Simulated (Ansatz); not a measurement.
# The HOMO–LUMO gap down a group: Si to Sn

One atom is swapped for its congeners: Si(SeH)4; Ge(SeH)4; Sn(SeH)4. All are singlets with charge 0.

Shapes, held fixed at every level: PBE0-D4/def2-TZVP. Flexible molecules stand in one conformer, not always the lowest. Programs: Ansatz 0.2.0. Values in eV.

```csv
level,Si(SeH)4,Ge(SeH)4,Sn(SeH)4
SPW92/def2-TZVPP,3.89,3.17,2.85
PBE-D4/def2-TZVPP,3.95,3.28,2.98
B3LYP-D4/def2-TZVPP,5.41,4.70,4.37
BHLYP-D4/def2-TZVPP,7.73,7.04,6.68
PBE0-D4/def2-TZVPP,5.87,5.20,4.87
wB97X-V/def2-TZVPP,10.15,9.42,9.02
wB97M-V/def2-TZVPP,9.81,9.11,8.75
```

At wB97M-V/def2-TZVPP the HOMO–LUMO gap falls at every step, from 9.81 to 8.75 eV. Every level shows the same order. For atoms past krypton def2 sets carry core potentials with scalar relativity. Relativity is left out for Ge, Se unless named. Orbital gaps aren't excitation energies, and the LUMO depends on the basis.

The gap narrows from Si to Sn with every functional, and the step from Si to Ge is always larger than that from Ge to Sn. The HOMO is probably made up mainly of selenium 4p lone pairs, which change little with the central atom. The LUMO is then the likelier source of the trend, if it has M–Se σ* character with a sizeable contribution from the central atom's valence s orbital. Germanium's filled 3d shell screens the nuclear charge poorly and so stabilises its 4s orbital, which would pull this level down sharply after Si. At Sn, longer bonds and weaker overlap should reduce the antibonding destabilisation further.

The choice of functional changes the gap far more than the choice of central atom does, probably because exact exchange separates occupied from virtual levels. This shift is similar for all three molecules, so the ordering is much more secure than any absolute gap. Without the individual orbital energies, the narrowing can't be divided between a falling LUMO and a rising HOMO.
